**Shape of a lopsided vacancy-migration barrier in Na₄Li₄Zn₄S₈**

The table holds the energy and path length of five nudged-elastic-band images for one sulfur vacancy of charge +2, from plane-wave PAW calculations with PBEsol and no spin polarisation. The program tests a tilted wave, E = D sin²(πx/2) + B sin²(πx), against a linear tilt and two equal parabolas, with D taken from the end image and B fixed by the peak height. The barriers are 1.567 eV forward and 0.783 eV backward; the smooth tilt places the crest at x = 0.555 against 0.557 in the table but lies 0.098 eV too high at image 1. The output also compares the jump with the primitive translations, bounds the excess path length by two limiting cases, and gives the convergence of the band. It ends with the order of size of the charge interaction and the sensitivity of rates to errors in the barrier.

Climbing-image nudged elastic band for the jump of a sulfur vacancy of charge +2 in a fixed 19-atom cell, Na₄Li₄Zn₄S₇, with three inner images between relaxed ends. Ansatz 0.2.0, plane-wave PAW DFT with PBEsol, scalar-relativistic, no spin polarisation, cutoff 420 eV, Gamma-centred 4×4×4 k mesh, Gaussian smearing of 0.05 eV. Energies are free energies.

## Numerical check

```python
# Table: energy (eV over image 0) and path length (A) of five NEB images, S vacancy (charge +2) in Na4Li4Zn4S8;
# Ansatz 0.2.0, plane-wave PAW, PBEsol, 420 eV, 4x4x4. Tested: tilted-wave and two-parabola barrier shapes, geometry, errors.
T = {
    'image_number': [0, 1, 2, 3, 4],
    'image_path_length': [0.0, 1.516, 3.032, 4.238, 5.446],  # Å
    'image_energy': [0.0, 0.714, 1.567, 1.141, 0.784],  # eV over image 0
}
import numpy as np, itertools
from scipy.optimize import brentq
from scipy import constants as C
s = np.array(T['image_path_length'], float); E = np.array(T['image_energy'], float)
L = s[-1]; x = s/L; D = E[-1]; p = int(np.argmax(E)); Ef = E[p]; Eb = Ef - D; pi = np.pi
print(f"rounding of table: 0.0005 eV, 0.0005 A; highest image {p}")
print(f"barrier forward {Ef:.3f}, backward {Eb:.3f}, end difference D {D:.3f} eV, D/forward {100*D/Ef:.1f} %, mean barrier {(Ef+Eb)/2:.3f} eV")
print("step lengths (A):", *[f"{v:.3f}" for v in np.diff(s)], "| slopes (eV/A):", *[f"{v:+.3f}" for v in np.diff(E)/np.diff(s)])
print(f"peak at x = s/L = {x[p]:.3f}; rise over {s[p]:.3f} A, fall over {L-s[p]:.3f} A; mean slopes {Ef/s[p]:.3f}, {Eb/(L-s[p]):.3f} eV/A")
print(f"height at mid-flank / barrier: image 1 {E[1]/Ef:.3f}, image 3 {(E[3]-D)/Eb:.3f} (half wave 0.5, parabola 0.25)")
B = brentq(lambda b: b + D/2 + D*D/(16*b) - Ef, 0.3, 3)
g = np.linspace(0, 1, 20001)
B2 = brentq(lambda b: np.max(D*g + b*np.sin(pi*g)**2) - Ef, 0.3, 3)
models = {"smooth tilt + wave": (B, lambda u: D*np.sin(pi*u/2)**2 + B*np.sin(pi*u)**2),
          "two equal parabolas": (B, lambda u: np.minimum(4*B*u**2, D + 4*B*(1-u)**2)),
          "linear tilt + wave": (B2, lambda u: D*u + B2*np.sin(pi*u)**2)}
print("models: D from table, B fixed by peak height; residual = model - table (eV)")
for n, (b, f) in models.items():
    xm = g[np.argmax(f(g))]; r = f(x) - E
    print(f" {n}: B {b:.3f} eV, peak x {xm:.3f} ({(xm-x[p])*L:+.3f} A off), images 1-3: {r[1]:+.3f} {r[2]:+.3f} {r[3]:+.3f}, worst image {int(np.argmax(abs(r)))}")
print(f"forward barrier = B {B:.3f} + D/2 {D/2:.3f} + D^2/16B {D*D/(16*B):.3f} eV; d(barrier)/dD = {0.5+D/(8*B):.3f}")
# typed from further outputs of the same run: band energies of iterations 0, 4, 5, 9, 10; force, jump, cell, gap
it = {0: [-26059.9874, -26054.6992, -26058.8383], 4: [-26062.1567, -26061.0694, -26061.5298],
      5: [-26062.1644, -26061.1278, -26061.5233], 9: [-26061.9909, -26061.1527, -26061.5854],
      10: [-26062.0071, -26061.1541, -26061.5797]}
E0 = -26062.7211; F = 0.033994; jump = 3.854811; gap = 1.504096; sig = 0.05; V = 19*18.85956
for k, v in it.items():
    print(f"iteration {k:2d}: images 1-3 over start (eV):", *[f"{e-E0:.3f}" for e in v])
print("change in last iteration, images 1-3 (meV):", *[f"{1e3*(a-b):+.1f}" for a, b in zip(it[10], it[9])])
xs = np.arccos(-D/(4*B))/pi
k = -(D*pi**2/2*np.cos(pi*xs) + 2*B*pi**2*np.cos(2*pi*xs))/L**2
print(f"model curvature at peak {k:.2f} eV/A^2; final force {F:.3f} eV/A -> position {F/k:.2f} A, energy about {1e3*F*F/(2*k):.0f} meV")
th = brentq(lambda t: t/np.sin(t) - L/jump, 0.1, 3)
print(f"path/jump = {L:.3f}/{jump:.3f} = {L/jump:.3f}, excess {L-jump:.3f} A")
print(f" limit 1, S alone on an arc: bow {jump/2*np.tan(th/2):.1f} A; limit 2, S straight: other atoms {np.sqrt(L*L-jump*jump):.1f} A in quadrature")
ed = np.array([7.794, 7.794, 7.837]); al, be, ga = np.cos(np.radians([104.6, 104.6, 119.6]))
G = np.outer(ed, ed)*np.array([[1, ga, be], [ga, 1, al], [be, al, 1]])
M = np.array([[0, 1, -1], [0, 1, 1], [2, 0, 0]]); Mi = np.linalg.inv(M); Gp = Mi @ G @ Mi.T
short = lambda H: min(np.sqrt(np.array(n) @ H @ np.array(n)) for n in itertools.product(range(-2, 3), repeat=3) if any(n))
e = np.sqrt(np.diag(Gp))
print(f"primitive cells in supercell {abs(np.linalg.det(M)):.0f}; edges {e[0]:.2f} {e[1]:.2f} {e[2]:.2f} A; angle a-b {np.degrees(np.arccos(Gp[0,1]/e[0]/e[1])):.0f} deg")
print(f"shortest primitive translation {short(Gp):.2f} A, {short(Gp)-jump:.2f} A above jump; vacancy to its image {short(G):.2f} A")
print(f"formal charge 4(+1)+4(+1)+4(+2)+7(-2) = {4+4+8-14:+d}; S missing {100/8:.1f} %; image 2 half gap / smearing {gap/2/sig:.0f}")
ke = C.e/(4*pi*C.epsilon_0)*1e10; Lc = V**(1/3)
bare = 2.8*4*ke/(2*Lc)  # Madelung constant 2.8 and dielectric constant 10: rough recalled values
print(f"point-charge image energy, L {Lc:.1f} A: unscreened about {bare:.0f} eV, with rough dielectric constant 10 about {bare/10:.0f} eV")
kB = C.k/C.e
for Tk in (300, 600, 900):
    b = 1/(kB*Tk)  # attempt frequency 1e13 /s: rough recalled value
    print(f"{Tk} K: end/start weight {np.exp(-D*b):.0e}; rates forward {1e13*np.exp(-Ef*b):.0e}, back {1e13*np.exp(-Eb*b):.0e} /s; 0.01 eV -> x{np.exp(0.01*b):.1f}, 0.1 eV -> x{np.exp(0.1*b):.0f}")
assert p == 2 and D > 0 and Ef > Eb
assert 0.5 < x[p] < 0.5*(1 + D/(4*B))
assert short(Gp) - jump > 0.03 and L > jump
assert abs((it[10][1] - E0) - Ef) < 0.001
```

Printed output:

```
rounding of table: 0.0005 eV, 0.0005 A; highest image 2
barrier forward 1.567, backward 0.783, end difference D 0.784 eV, D/forward 50.0 %, mean barrier 1.175 eV
step lengths (A): 1.516 1.516 1.206 1.208 | slopes (eV/A): +0.471 +0.563 -0.353 -0.296
peak at x = s/L = 0.557; rise over 3.032 A, fall over 2.414 A; mean slopes 0.517, 0.324 eV/A
height at mid-flank / barrier: image 1 0.456, image 3 0.456 (half wave 0.5, parabola 0.25)
models: D from table, B fixed by peak height; residual = model - table (eV)
 smooth tilt + wave: B 1.141 eV, peak x 0.555 (-0.010 A off), images 1-3: +0.098 -0.000 +0.022, worst image 1
 two equal parabolas: B 1.141 eV, peak x 0.586 (+0.159 A off), images 1-3: -0.360 -0.152 -0.132, worst image 1
 linear tilt + wave: B 1.162 eV, peak x 0.534 (-0.121 A off), images 1-3: +0.188 -0.005 -0.052, worst image 1
forward barrier = B 1.141 + D/2 0.392 + D^2/16B 0.034 eV; d(barrier)/dD = 0.586
iteration  0: images 1-3 over start (eV): 2.734 8.022 3.883
iteration  4: images 1-3 over start (eV): 0.564 1.652 1.191
iteration  5: images 1-3 over start (eV): 0.557 1.593 1.198
iteration  9: images 1-3 over start (eV): 0.730 1.568 1.136
iteration 10: images 1-3 over start (eV): 0.714 1.567 1.141
change in last iteration, images 1-3 (meV): -16.2 -1.4 +5.7
model curvature at peak 0.74 eV/A^2; final force 0.034 eV/A -> position 0.05 A, energy about 1 meV
path/jump = 5.446/3.855 = 1.413, excess 1.591 A
 limit 1, S alone on an arc: bow 1.6 A; limit 2, S straight: other atoms 3.8 A in quadrature
primitive cells in supercell 4; edges 3.92 3.92 6.74 A; angle a-b 120 deg
shortest primitive translation 3.92 A, 0.06 A above jump; vacancy to its image 7.79 A
formal charge 4(+1)+4(+1)+4(+2)+7(-2) = +2; S missing 12.5 %; image 2 half gap / smearing 15
point-charge image energy, L 7.1 A: unscreened about 11 eV, with rough dielectric constant 10 about 1 eV
300 K: end/start weight 7e-14; rates forward 5e-14, back 7e-01 /s; 0.01 eV -> x1.5, 0.1 eV -> x48
600 K: end/start weight 3e-07; rates forward 7e-01, back 3e+06 /s; 0.01 eV -> x1.2, 0.1 eV -> x7
900 K: end/start weight 4e-05; rates forward 2e+04, back 4e+08 /s; 0.01 eV -> x1.1, 0.1 eV -> x4
```
